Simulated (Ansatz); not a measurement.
## CuB2: energy above given cell and pressure against volume ratio

All results are calculated (Ansatz 0.2.0). Plane-wave density functional theory, PAW datasets, Gaussian smearing 0.05 eV: equation of state, the given cell scaled in volume with shape and atoms relaxed at each volume.

The cell before it is scaled or strained (space group P6/mmm, No. 191):
```
CuB2
1.0
      2.9764     0.0000     0.0000
     -1.4882     2.5776     0.0000
      0.0000     0.0000     3.2884
Cu B
1 2
Direct
  0.00000 0.00000 0.00000
  0.33330 0.66670 0.50000
  0.66670 0.33330 0.50000
```

Settings of every row: paw set soft_2; functional PBEsol; spin treatment none; moment partition spheres; spin axis none; wave cutoff 420 eV; k mesh 12x12x10; symmetry use detected.

Atom hubbard u: 0 on all atoms.

Limits: the cell comes from a prototype or a list of computed structures and needn't be the stable phase.

```
row  volume ratio  V (Å³/atom)  energy above given cell (meV per atom)  pressure (GPa)
  1          0.96        8.073                                    8.27           8.287
  2          0.98        8.241                                    1.94           3.881
  3             1        8.409                                       0           0.001
  4          1.02        8.578                                       ?               ?
  5          1.04        8.746                                    7.11          -6.493
```

Question: what energy above given cell and pressure should row 4 give?

Worked fit of energy above given cell. Take u = (V_r/V)^(2/3) − 1 with V_r = 8.325 Å³ an atom, which is twice the finite (Eulerian) strain; such expansions in the strain, on which the Birch-Murnaghan equation of state is built, carry the rest volume and the bulk modulus. The shown rows have u = 0.0207, 0.00678, -0.00667, -0.03235. Least squares give energy above given cell = 0.471 + 149.1 × u + 10958.6 × u² meV per atom; a straight line predicts inner rows, each left out in turn, worse (root mean square 4.8 against 0.093 meV per atom). The rows lie off it by 0.02, -0.05, 0.04, -0.01 (root mean square 0.034 meV per atom). Its lowest point lies at u = -0.0068, or V = 8.411 Å³ an atom, and the curvature there gives the bulk modulus with shape and atoms relaxed, B = (4/9)(1 + u)² E″(u)/V = 183 GPa. The withheld row has u = -0.01976, so the fit gives 0.471 + 149.1 × (-0.01976) + 10958.6 × (-0.01976)² = 1.80 meV per atom.

The calculation gave 1.89 meV per atom. The fit lies 0.09 meV per atom (4.8 % of the value, 1.1 % of the column's range) below it; its largest miss of a shown row is 0.05 meV per atom.

Worked fit of pressure. Take u = (V_r/V)^(2/3) − 1 with V_r = 8.325 Å³ an atom, which is twice the finite (Eulerian) strain; such expansions in the strain, on which the Birch-Murnaghan equation of state is built, carry the rest volume and the bulk modulus. The shown rows have u = 0.0207, 0.00678, -0.00667, -0.03235. Least squares give pressure = 1.8832 + 289.57 × u + 948.5 × u² GPa; a straight line predicts inner rows, each left out in turn, worse (root mean square 0.42 against 0.018 GPa). The rows lie off it by 0.003, -0.009, 0.007, -0.001 (root mean square 0.0059 GPa). The pressure vanishes at u = -0.0066, or V = 8.409 Å³ an atom, and there the bulk modulus with shape and atoms relaxed is B = −V dP/dV = (2/3)(1 + u) dP/du = 183 GPa. The withheld row has u = -0.01976, so the fit gives 1.8832 + 289.57 × (-0.01976) + 948.5 × (-0.01976)² = -3.468 GPa.

The calculation gave -3.455 GPa. The fit lies 0.013 GPa (0.088 % of the column's range) below it; its largest miss of a shown row is 0.009 GPa.
